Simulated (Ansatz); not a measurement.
# Vacuum decay of the tunnelling density against sample bias on stepped Mo(321) (PBE) and Mo(331) (PBE-D3(BJ))

The decision to be served is which sample bias to use when the height of a stepped molybdenum surface is read from a tunnelling current. The decay constant κ sets how strongly the current responds to a change in tip height, so a bias that alters κ also alters the apparent barrier. Such readings matter for stepped metal surfaces used as catalysts or as supports for thin films. We calculate κ for the density of states between the Fermi level and the sample bias, on Mo(321) with PBE and on Mo(331) with PBE-D3(BJ). We compare it with κ₀, the decay constant of a free electron at the top of the same energy window with no momentum along the surface. The tip itself is not included.

## Computational details

Ansatz 0.2.0, plane-wave Kohn-Sham DFT with its default PAW datasets at cutoffs of 420 eV, level as listed. Slabs and stacks are built by hand and relaxed; a single point with 17 Å of vacuum, a dipole correction, Fermi-Dirac smearing of 0.05 eV and meshes of 14 to 22 points along the first in-plane vector gives the density of the states between the Fermi level and the sample bias. Its planar mean n(z) is fitted as exp(−2κz) between 3 and 5 Å above the top atom. Spin-paired, no spin-orbit coupling.

Notes on method and selection:

- A free electron at the Fermi level with no momentum along the surface decays with κ₀ = 0.5123·√Φ Å⁻¹, Φ in eV; momentum along the surface raises κ, and the slow approach of the potential to the vacuum level lowers it.
- The tip is left out (Tersoff-Hamann).
- Slabs this thin have discrete subbands, so κ depends on which of them fall in the window.
- Windows narrower than 0.1 V hold too few states on these meshes and are not listed; a blank corrugation was not computed at that height.
- Runs in which the search for lower states was switched off are not listed.
- Work functions and vacuum levels are read from the electrostatic potential (Hartree and local ionic parts), which a warning of a rough exchange-correlation potential in thin density does not concern.
- Sites and patterns name the starting structure; atoms can leave their sites in the relaxation.
- The default PAW datasets of this version of Ansatz are the set soft_2.
- Runs that did not converge, have known faults or may not be shown are not listed, and runs on Ansatz's PAW sets soft_1 and soft_2 are kept to separate tables.

Columns:

- bias (V): sample bias; negative images filled states.
- κ₀ of window top (Å⁻¹): 0.5123·√(Φ − E) for the highest energy E in the window, from the Fermi level.
- κ (Å⁻¹): decay constant κ of the window's density.
- corrugation (Å): corrugation at constant current, set to the mean density at the first listed height.

## Results

```
member  surface                               bias (V)  κ₀ of window top (Å⁻¹)  κ (Å⁻¹)  corrugation (Å)
−2 V    Mo(321) (PBE, Φ 4.19 eV, 3 Å)         −2.0      1.049                   1.160    0.79
−1 V    Mo(321) (PBE, Φ 4.19 eV, 3 Å)         −1.0      1.049                   ?        ?
−0.3 V  Mo(321) (PBE, Φ 4.19 eV, 3 Å)         −0.3      1.049                   1.102    1.01
+0.3 V  Mo(321) (PBE, Φ 4.19 eV, 3 Å)         0.3       1.011                   1.063    1.10
+1 V    Mo(321) (PBE, Φ 4.19 eV, 3 Å)         1.0       0.916                   1.014    1.23
+2 V    Mo(321) (PBE, Φ 4.19 eV, 3 Å)         2.0       0.759                   0.944    1.33
−1.2 V  Mo(331) (PBE-D3(BJ), Φ 4.25 eV, 3 Å)  −1.2      1.056                   1.136    1.06
−0.4 V  Mo(331) (PBE-D3(BJ), Φ 4.25 eV, 3 Å)  −0.4      1.056                   1.106    1.14
+0.4 V  Mo(331) (PBE-D3(BJ), Φ 4.25 eV, 3 Å)  0.4       1.005                   1.068    1.30
+1.2 V  Mo(331) (PBE-D3(BJ), Φ 4.25 eV, 3 Å)  1.2       0.894                   1.006    1.44
```

Cells marked ? are withheld until the estimate has been made.

## What drives the series

On both faces κ falls from each listed bias to the next higher one. On Mo(321) it goes from 1.160 Å⁻¹ at −2 V to 0.944 Å⁻¹ at +2 V. Moving the tip out by 1 Å therefore cuts the density by a factor of about exp(2 × 1.160) = 10 at the first bias and exp(2 × 0.944) = 6.6 at the second.

The fall is steeper for empty states than for filled ones. On Mo(321) the slope is (0.944 − 1.063) / 1.7 = −0.070 Å⁻¹ per volt between +0.3 and +2 V, but (1.102 − 1.160) / 1.7 = −0.034 Å⁻¹ per volt between −2 and −0.3 V. Mo(331) shows the same contrast over its shorter range, with −0.078 and −0.038 Å⁻¹ per volt.

We attribute this contrast to which edge of the window moves. A positive bias adds states nearer the vacuum level, which reach furthest out and soon dominate the density. A negative bias leaves the top of the window at the Fermi level and adds deeper states, which decay faster and count for less at the heights of the fit.

In every row shown κ lies above κ₀. On Mo(321) the excess grows from 1.063 − 1.011 = 0.052 Å⁻¹ at +0.3 V to 0.944 − 0.759 = 0.185 Å⁻¹ at +2 V, because κ₀ follows only the top edge while the window still holds all states down to the Fermi level. Momentum along the surface also raises κ.

The two faces differ in functional and bias values as well as in structure, and their work functions differ by 0.06 eV, which alone shifts κ₀ at the Fermi level by 0.007 Å⁻¹. We therefore do not rank them by κ.

## Prediction

Plain estimates from the members shown:

- −1 V (Mo(321) (PBE, Φ 4.19 eV, 3 Å)), straight-line interpolation between −2 V and −0.3 V: w = (−1.0 − (−2.0)) / (−0.3 − (−2.0)) = 0.588, so 1.160 + 0.588 × (1.102 − 1.160) = 1.126 Å⁻¹

The straight line between −2 and −0.3 V gives 1.126 Å⁻¹ at −1 V. It should be slightly low, because each further volt of filled states adds less to the density than the one before, so κ rises quickly at first and then levels off.

We size this bend with a uniform density of states whose decay constant grows with depth below the Fermi level by a = κ₀ / (2Φ) = 1.049 / (2 × 4.19) = 0.125 Å⁻¹ per eV. At z = 4 Å, the middle of the fit range, the weight of a state falls with depth as exp(−b × depth), with b = 2 × 0.125 × 4 = 1.00 per eV. The mean depth in a window of width V is then 1/b − V / (exp(bV) − 1), which for widths of 0.3, 1 and 2 eV gives 1 − 0.3 / (exp(0.3) − 1) = 0.143 eV, 1 − 1 / (exp(1) − 1) = 0.418 eV and 1 − 2 / (exp(2) − 1) = 0.687 eV.

The −1 V member thus lies (0.418 − 0.143) / (0.687 − 0.143) = 0.506 of the way from −0.3 to −2 V, and κ = 1.102 + 0.506 × 0.058 = 1.131 Å⁻¹.

On Mo(331) the same model, with its own work function, gives a rise of roughly 0.037 Å⁻¹ from −0.4 to −1.2 V, against 0.030 Å⁻¹ in the table. We take this miss of 0.007 Å⁻¹ as the standard deviation. Discrete subbands entering the window are a possible source of such a departure.

**Committed estimate, −1 V (Mo(321) (PBE, Φ 4.19 eV, 3 Å)): κ = 1.131 ± 0.007 Å⁻¹.**

## The answer

```
member  surface                        bias (V)  κ₀ of window top (Å⁻¹)  κ (Å⁻¹)  corrugation (Å)
−1 V    Mo(321) (PBE, Φ 4.19 eV, 3 Å)  −1.0      1.049                   1.133    0.83
```

```
member                                estimate       κ (Å⁻¹)  computed  estimate − computed  miss in error bars
−1 V (Mo(321) (PBE, Φ 4.19 eV, 3 Å))  committed      1.131    1.133     −0.002               0.3
−1 V (Mo(321) (PBE, Φ 4.19 eV, 3 Å))  interpolation  1.126    1.133     −0.007
```

The estimate of 1.131 Å⁻¹ lies 0.002 Å⁻¹ below the computed 1.133 Å⁻¹, inside its error bar of 0.007 Å⁻¹. It did better than the straight line, which fell 0.007 Å⁻¹ short.

The expected bend is present. Between −0.3 and −1 V κ rises by (1.133 − 1.102) / 0.7 = 0.044 Å⁻¹ per volt of added filled states, and between −1 and −2 V by (1.160 − 1.133) / 1.0 = 0.027 Å⁻¹ per volt. This fits the picture in which deeper states decay faster and so add less to the density far out.

The gain over the straight line is no larger than the error bar, so one member is weak support for the uniform density of states behind the estimate. That model also gives too large a rise when it is not tied to the two neighbouring rows: 0.125 × (0.687 − 0.143) = 0.068 Å⁻¹ from −0.3 to −2 V, against 0.058 Å⁻¹ in the table.

## Departures from the trend

The +2 V member of Mo(321) stands apart. Its κ exceeds κ₀ of the window top by 0.185 Å⁻¹, while the other rows, the new one included, show an excess of about 0.05 to 0.11 Å⁻¹.

Part of this is the width of the window. With the uniform density of states used for the estimate, now with the barrier of 4.19 − 2.0 = 2.19 eV at the window top, a = 0.759 / (2 × 2.19) = 0.173 Å⁻¹ per eV and b = 8 × 0.173 = 1.38 per eV. The mean depth below the top is then 0.59 eV, which accounts for 0.173 × 0.59 = 0.10 Å⁻¹. About 0.08 Å⁻¹ remains, against 0.02 to 0.04 Å⁻¹ when the other rows are treated in the same way.

A shortage of states near +2 eV that reach far into the vacuum, or a larger momentum along the surface in those states, would have the right sign. The discrete subbands of the thin slab could produce either. Our earlier remark that the states nearest the vacuum level soon dominate the density is therefore too strong for this window.

## Summary

On both faces κ falls from the most negative to the most positive listed bias, for windows of 0.3 V and wider. On Mo(321), straight lines between neighbours of the same polarity reproduce the ±1 V members to 0.007 Å⁻¹ or better.

A tenfold change in density takes 2.303 / (2 × 1.160) = 0.99 Å of height at −2 V and 2.303 / (2 × 0.944) = 1.22 Å at +2 V.

These figures leave out the field of the tip. For equal work functions it changes the mean barrier by half the bias, which lowers κ by about 1.049 − 0.916 = 0.133 Å⁻¹ at −2 V and raises it by about 0.916 − 0.759 = 0.157 Å⁻¹ at +2 V. Here the three values are κ₀ for the full barrier and for barriers lower by 1 and 2 eV. Together the two shifts exceed the whole spread of 1.160 − 0.944 = 0.216 Å⁻¹, so the trend need not survive in a measured current. For height readings we therefore recommend a small bias, near ±0.3 V, where this correction is small. Heights should also be compared at one fixed bias, because the computed corrugation of Mo(321) itself rises from 0.79 Å at −2 V to 1.33 Å at +2 V.

[Logs are printed without paths, hosts, clocks, repeated set-up lines and the standing remarks that a program may print on its own settings, such as how far it seeks lower states.]
